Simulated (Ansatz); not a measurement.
## A series in volume per atom on ScB2

Results calculated with Ansatz 0.2.0, not measured. Periodic Kohn-Sham DFT of a crystal at fixed atoms; pressure and stress are positive in compression; the energy is the free energy less that of spherical unpolarised free atoms; site moments are those in the method's own spheres, positive along +z.

Cell of the first row (space group P6/mmm, No. 191):
```
cell vectors (Å)
   3.0857     0.0000     0.0000
  -1.5428     2.6723     0.0000
   0.0000     0.0000     3.4481
atoms (fractions of the cell vectors)
Sc  0.00000  0.00000  0.00000
B   0.33333  0.66667  0.50000
B   0.66667  0.33333  0.50000
```

Settings of every row: method frozen-core PAW; functional PBEsol; relativity scalar; k mesh 12x12x9; filling fermi-dirac; smearing width 0.03 eV; wave cutoff 420 eV; paw set soft_2.

Atom start moment: 0 on all atoms.

Limits: PAW files made with PBE.

```
row  volume per atom (Å³)  pressure (GPa)
  1                 9.478           7.891
  2                 9.881          -1.016
  3                10.083               ?
  4                10.183          -6.639
  5                10.486         -11.495
```

Question: what pressure should row 3 give?

Worked fit of pressure. Take u = (V_r/V)^(2/3) − 1 with V_r = 10.032 Å³ an atom, which is twice the finite (Eulerian) strain; such expansions in the strain, on which the Birch-Murnaghan equation of state is built, carry the rest volume and the bulk modulus. The shown rows have u = 0.0386, 0.01016, -0.00991, -0.02908. Least squares give pressure = −3.9311 + 279.947 × u + 682.09 × u² GPa; a straight line predicts inner rows, each left out in turn, worse (root mean square 0.5 against 0.0012 GPa). The rows lie off it by 0.000, 0.000, -0.001, 0.000. The pressure vanishes at u = 0.0136, or V = 9.831 Å³ an atom, and there the bulk modulus at fixed shape and fractions is B = −V dP/dV = (2/3)(1 + u) dP/du = 202 GPa. Letting shape and atoms relax would as a rule lower it, by much in layered, chain or molecular crystals. The withheld row has u = -0.00337, so the fit gives −3.9311 + 279.947 × (-0.00337) + 682.09 × (-0.00337)² = -4.867 GPa.

The calculation gave -4.856 GPa. The fit lies 0.011 GPa (0.057 % of the column's range) below it; its largest miss of a shown row is 0.001 GPa.
